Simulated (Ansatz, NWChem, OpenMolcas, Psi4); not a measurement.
**Errors in the atomisation enthalpy at 298 K**

7 molecules with oxygen; the atomisation enthalpy at 298 K in kJ/mol, computed less measured. Shapes, held fixed at every level: PBE0-D4/def2-TZVP. Flexible molecules stand in one conformer, not always the lowest. Thermal terms are harmonic and unscaled (PBE0-D4/def2-TZVP); the spin-orbit lowering of the free atoms is taken from their spectra. Programs: Ansatz 0.2.0, NWChem 7.3.0, OpenMolcas 26.06, Psi4 1.11. A level may come from different programs for different species; with the same settings they agree closely. Measured values: Active Thermochemical Tables, NIST-JANAF tables.

Levels: A = BLYP/def2-TZVPP; B = r2SCAN-D4/def2-TZVPP; C = B3LYP/6-31G* (spherical functions); D = CCSD(T)/CBS estimate.

```tsv
molecule	from tabulated heats	A	B	C	D
NOF (nitrosyl fluoride)	867	+111	+38	+13	+14
SO2 (sulfur dioxide)	1072	+17	+2	-144	-7
B(OH)O (oxoborinic acid)	1847	+6	-2	-46	-19
CHFO (formyl fluoride)	1646	+23	+9	-8	-5
H2O2 (hydrogen peroxide)	1070	+20	-9	-52	+1
CH3O (hydroxymethyl radical)	1636	+7	+15	-23	-1
H3NO (hydroxylamine)	1419	+24	-17	-41	+2
```

Task: Which level does best on this set, which worst, and which err to one side?

Result: 
| level | kind | mean error | mean absolute error | worst case |
| --- | --- | --- | --- | --- |
| BLYP/def2-TZVPP | GGA | +29.7 | 29.7 | NOF |
| r2SCAN-D4/def2-TZVPP | meta-GGA | +5.1 | 13.1 | NOF |
| B3LYP/6-31G* (spherical functions) | global hybrid | -43.0 | 46.7 | SO2 |
| CCSD(T)/CBS estimate | coupled cluster or CI | -2.1 | 7.0 | B(OH)O |

On this set CCSD(T)/CBS estimate has the smallest mean absolute error and B3LYP/6-31G* (spherical functions) the largest. Without SO2 the largest would be that of BLYP/def2-TZVPP. BLYP/def2-TZVPP is too high in 7 of 7; B3LYP/6-31G* (spherical functions) is too low in 6 of 7. The tabulated values of NOF, B(OH)O are in doubt (older tables, estimates, or at odds with other calculations) and kept here. Over the 5 molecules whose values aren't doubted the mean absolute errors are A 18.2; B 10.4; C 53.6; D 3.2. Open shells run unrestricted. The CBS estimate extrapolates MP2 from def2-TZVPP and def2-QZVPP and adds CCSD(T) − MP2 in the triple-zeta set, cores frozen. The set is small.

The large underbinding by B3LYP/6-31G* probably says more about the basis than about the functional. In SO2, where the error reaches -144 kJ/mol, the strongly polar S–O bonds need tight d functions on sulfur to polarise the density. These functions do not signify d-orbital valence bonding, and a single d set describes their effect poorly. The lack of p functions on hydrogen likely adds to the deficit in H2O2 and hydroxylamine. BLYP's uniform overbinding is typical of a GGA, whose semilocal exchange tends to favour the molecule over its separated atoms. The small mean error of r2SCAN-D4 owes much to cancellation between positive and negative deviations.

The two largest coupled-cluster deviations, for NOF and B(OH)O, fall on the doubtful reference values, so they probably reflect the tabulated heats at least as much as missing correlation. Because the basis changes along with the functional, the comparison doesn't show that exact exchange worsens atomisation energies; with larger basis sets, B3LYP is generally much better than it appears here.
